Q: I have one-shot G0W0 levels for AlInSb₂, started from a hybrid functional. Three levels at the zone corner (-0.5, -0.5, 0) are covered. Can I work them out from the rest?

AlInSb2, 4 atoms in the cell, built as database structure, space group P-4m2 (115), conventional a = 4.498, c = 6.359 Å, 32.16 Å³ an atom. One-shot G0W0 at finite bands, cutoff and k mesh (short of the basis limit), each kind of level from its own valence top. Ansatz 0.2.0, plane-wave PAW, no spin polarisation, cell relaxed with r2SCAN; starting functional HSE06; cutoff 420 eV; k mesh 4×4×2.

```
band  a (fraction of the reciprocal vector)  b (fraction of the reciprocal vector)  c (fraction of the reciprocal vector)  kohn sham level (eV)  quasiparticle level (eV)  exchange less vxc (eV)  correlation (eV)
  v2                                      0                                      0                                      0                 0.000                     0.000                  -1.072             0.799
  v1                                      0                                      0                                      0                 0.000                     0.000                  -1.072             0.799
  c1                                      0                                      0                                      0                 1.193                     1.390                   3.747            -3.822
  c2                                      0                                      0                                      0                 1.895                     1.970                   3.370            -3.567
  v2                                      0                                      0                                   -0.5                -1.228                    -1.216                  -1.391             1.131
  v1                                      0                                      0                                   -0.5                -1.228                    -1.216                  -1.391             1.131
  c1                                      0                                      0                                   -0.5                 2.017                     2.091                   3.482            -3.680
  c2                                      0                                      0                                   -0.5                 2.243                     2.329                   3.387            -3.573
  v2                                      0                                   0.25                                      0                -1.180                    -1.171                  -1.248             0.984
  v1                                      0                                   0.25                                      0                -0.245                    -0.242                  -1.143             0.874
  c1                                      0                                   0.25                                      0                 2.114                     2.195                   3.482            -3.673
  c2                                      0                                   0.25                                      0                 2.677                     2.805                   3.760            -3.904
  v2                                      0                                   -0.5                                   -0.5                -0.976                    -0.963                  -1.289             1.030
  v1                                      0                                   -0.5                                   -0.5                -0.744                    -0.732                  -1.255             0.995
  c1                                      0                                   -0.5                                   -0.5                 1.298                     1.415                   3.487            -3.642
  c2                                      0                                   -0.5                                   -0.5                 1.572                     1.720                   3.464            -3.589
  v2                                   0.25                                   0.25                                   -0.5                -1.233                    -1.216                  -1.363             1.109
  v1                                   0.25                                   0.25                                   -0.5                -0.921                    -0.913                  -1.257             0.993
  c1                                   0.25                                   0.25                                   -0.5                 2.706                     2.809                   3.743            -3.913
  c2                                   0.25                                   0.25                                   -0.5                 3.055                     3.145                   3.666            -3.848
  v2                                   -0.5                                   -0.5                                      0                -2.365                    -2.321                  -1.743             1.515
  v1                                   -0.5                                   -0.5                                      0                     ?                         ?                       ?                 ?
  c1                                   -0.5                                   -0.5                                      0                     ?                         ?                       ?                 ?
  c2                                   -0.5                                   -0.5                                      0                     ?                         ?                       ?                 ?
```

A: Try it, but separate two tasks. First you need the starting level, which the table calls the kohn sham level. Then you need the change that G0W0 makes to it, which leads to the quasiparticle level. The labels v1 and c1 mean the top filled and the lowest empty band at a given point, and a, b and c are the coordinates of that point. Each kind of level is counted from its own valence top.

Q: Let me begin with the change. Is it the same for all empty states, so that I can add one number and be done?

A: Subtract the two columns and see. At Γ, the point (0, 0, 0), c1 rises by 0.197 eV and c2 by only 0.075 eV. The listed filled levels move by at most 0.044 eV. A single number for the empty states is therefore a rough tool.

Q: Why should two empty states at the same point be treated so differently?

A: Look at the two columns that make up the change. "Exchange less vxc" replaces the hybrid's exchange and correlation by full exchange, which pushes empty states up by more than 3 eV. "Correlation" brings in the screening by the other electrons and pulls them down by slightly more. What remains is a small difference between large terms, so a modest change in where an electron sits can alter it noticeably.

Q: For Γ c1 the two terms add up to a negative number. Yet the level rises.

A: It rises relative to the valence top, which sinks further. The arithmetic is

Γ c1: 3.747 − 3.822 = −0.075 eV
valence top: −1.072 + 0.799 = −0.273 eV
difference: −0.075 − (−0.273) = 0.198 eV

This agrees with the change in the gap to about a thousandth of an eV. The gap at Γ opens because the filled edge goes down more than the empty one.

Q: Then I need to know what kind of state sits at the corner. How can other points tell me that?

A: Through the crystal's layering. The cell is zincblende with alternating layers of aluminium and indium. Ordinary zincblende has three equivalent X points, one along each cubic axis. Because neighbouring metal layers now differ, the smallest repeating cell is twice as large, and this folds the X point of the stacking axis onto Γ. The other two X points land together on the corner.

Q: So Γ c2 could be an X state in disguise, and the corner should hold its relatives?

A: That is the likely reading, though it rests on the folding argument and not on a picture of the orbital. The lowest empty X state in such compounds is usually built from antimony s and cation p orbitals. A second one, built from cation s and antimony p orbitals, often lies not far above it. I would take Γ c2 as the model for the corner's lowest empty states.

Q: But two X points meet at the corner. Don't their states mix and split?

A: That depends on the cation orbital. Suppose both X waves carry a cation s orbital. On the aluminium sites the two waves have the same sign, and on the indium sites they have opposite signs. Their sum then lives on aluminium and their difference on indium, so the two combinations have different energies.

Q: And with cation p orbitals?

A: Then the direction matters. In the antimony-s state, one X wave carries a cation p orbital along x and the other carries one along y. Perpendicular orbitals can't cancel each other on a site, so neither combination can avoid one of the metals. A half turn about x leaves the first wave as it is and reverses the second, so the two can't mix. Another symmetry operation of the crystal turns one wave into the other, so they must have the same energy and form a pair.

Q: What about the filled states?

A: The upper filled X states contain both cases. Two of the four states at the corner have cation p orbitals crossing at right angles, and they form a pair. The other two share a cation p orbital along the stacking axis, so one of them bonds to aluminium and the other to indium. The indium bond is longer and should push its state down a little less. The pair feels both metals and should lie between these two, so I expect v1 somewhat above v2.

Q: By how much?

A: Here I can only borrow a step from another folded point. At (0, -0.5, -0.5), two L points of zincblende meet, and v1 and v2 are separated there. I take half that separation as a rough guess. For the G0W0 change of filled levels I use a proportional law, fitted by least squares to the 21 known rows together with a constant shift for the empty ones. It makes the filled levels 1.4 % shallower.

half separation: (−0.744 + 0.976)/2 = 0.116 eV
starting level: −2.365 + 0.116 = −2.249 eV
quasiparticle level: −2.249 × (1 − 0.014) ≈ −2.22 eV

The corner's v1 was not part of the fit, but its neighbour v2 was.

Q: Then let me write down the forecasts. For c1 and c2 I copy Γ c2, both its level and its change.

A: Yes, with limits that admit what we don't know:

v1: about −2.22 eV, not below v2 at −2.32 eV, with no firm upper limit
c1: 1.97 eV, not below 1.75 eV
c2: 1.97 eV, not above 2.25 eV
G0W0 change of c1 and c2: 0.075 eV, range 0.04 to 0.13 eV

Equal energies for c1 and c2 are the likelier case. The risk is a single state with indium s character that slips below the pair. We also forecast that the corner is not the conduction minimum.

Q: Uncover them.

The withheld rows as computed:

```
band  a (fraction of the reciprocal vector)  b (fraction of the reciprocal vector)  c (fraction of the reciprocal vector)  kohn sham level (eV)  quasiparticle level (eV)  exchange less vxc (eV)  correlation (eV)
  v1                                   -0.5                                   -0.5                                      0                -2.230                    -2.195                  -1.695             1.457
  c1                                   -0.5                                   -0.5                                      0                 1.437                     1.509                   3.305            -3.505
  c2                                   -0.5                                   -0.5                                      0                 1.821                     1.839                   3.304            -3.558
```

Q: The filled level is good. It lies at −2.195 eV, about 0.02 eV above our value.

A: It is a hit, and v1 does lie above v2. The computed step between their starting levels is 0.135 eV, close to the borrowed one. Treat that closeness with care, because the borrowed step came from different states at a different point. The run's longer list of levels also shows the expected pattern: v2 has a partner at the same energy, and a fourth level lies about 0.15 eV below them. That supports a pair between two single states, though it doesn't show which single state belongs to indium.

Q: The empty levels are another matter. They aren't equal at all.

A: No. The starting levels of c1 and c2 differ by 0.384 eV, so the likelier case was the wrong one. After G0W0, c1 lies at 1.509 eV, which is 0.46 eV below our forecast and well below the limit we set. The level of c2 is 0.13 eV below our forecast.

Q: Does the gap between c1 and c2 tell us what c1 is?

A: It tells us what c1 is not. A member of a symmetry pair would have a partner at the same energy, and c1 has none. The state that fits is the risk we named: indium s combined with antimony p. The assignment comes from theory, since we have no orbital weights to confirm it.

Q: Why would that state come down so far, when the filled states split so little?

A: Compare the cation orbitals involved. The p levels of free aluminium and indium atoms nearly coincide, so filled states that differ only in which metal's p orbital they use stay close together. The s level of indium is deeper than that of aluminium by something over half an eV, as a rough recalled figure. An empty state on indium s should therefore lie lower than one on aluminium s, which makes it easier for it to slip below the pair.

Q: Does the bond length help as well?

A: It should. These empty states are antibonding, which means that the overlap with antimony pushes them up. The indium–antimony bond is longer by about 0.1 Å, so the push is weaker there. Both effects should lower the indium state relative to an aluminium one, though this run doesn't show how much each contributes. We had named the state as a rival but set the lower limit for c1 too high to admit it.

Q: So for another crystal with two alternating metals, I should first ask which metal orbital a state uses?

A: Yes, and then whether the folded waves can gather on one metal. If they can, the levels separate according to the two metals, and a large difference between the metal orbitals gives a large separation. If symmetry ties the waves together as a pair, the pair feels both metals and can't separate in this way. Copying a level from a folded partner is safe only when the copied state has the same character.

Q: There is one success left. The G0W0 change of c1 is 0.072 eV, almost exactly what we copied from Γ c2.

A: I wouldn't count it in favour of the argument. We copied the change because we took c1 to be one of a pair related to Γ c2, and c1 turned out to have no partner. The number came out right, but the reason we gave for it no longer holds.

Q: And c2, whose level came closer to the forecast?

A: Its change is only 0.018 eV, outside the range we gave for the change. That is smaller than the changes of v1 and v2 at the same point, so even the rule that empty states move more than filled ones breaks here. The nearby energy suggests that c2 belongs to the expected pair, but its G0W0 change doesn't support a simple copy of Γ c2. The run lists no third empty level at this point, so we can't check whether c2 has a partner. I would leave its identity open.

Q: Would a plain constant shift have served better?

A: Not for these two. The fitted constant is 0.11 eV, and even when it is given the revealed starting levels it overshoots c2 by 0.09 eV. Letting the shift vary linearly with energy makes both empty corner levels worse. Energy alone is a poor guide to the correction here, probably because states at similar energies can have quite different orbitals.

Q: At least the corner isn't the conduction minimum.

A: That forecast holds in the table, but with far less room than we had expected. The corner's c1 lies 0.119 eV above Γ c1. In the data makers' tests on other systems, finite bands, cutoff and mesh left gaps short by 6 to 9 % in the median. For a gap of this size that would be about a tenth of an eV, although it wasn't measured for this crystal and part of the error may be common to both valleys. The order is what this calculation gives, with little margin to spare.

Q: I work on detectors, where it matters whether the lowest empty state sits directly above the valence top. Is this a direct-gap material?

A: The calculation leans that way but doesn't settle it. Among the listed points, the closest rival is c1 at (0, -0.5, -0.5). It starts 0.105 eV above Γ c1, and G0W0 reduces that lead to 0.025 eV because Γ c1 rises more. Such a small difference could be reversed by a better converged calculation. Γ c1 is the lowest empty level on the whole k mesh of the run, but a lower minimum between mesh points isn't ruled out.

Q: And may I use the gap of 1.39 eV for the absorption edge?

A: Not as it stands. Spin–orbit coupling is absent, and in antimonides it raises the valence top enough to reduce the gap by a few tenths of an eV. That is comparable to the whole opening from G0W0 at Γ. For a detector design, I would add spin–orbit coupling and converge the competing valleys before choosing a wavelength. I would also check that this ordered crystal is stable, which was not tested here.
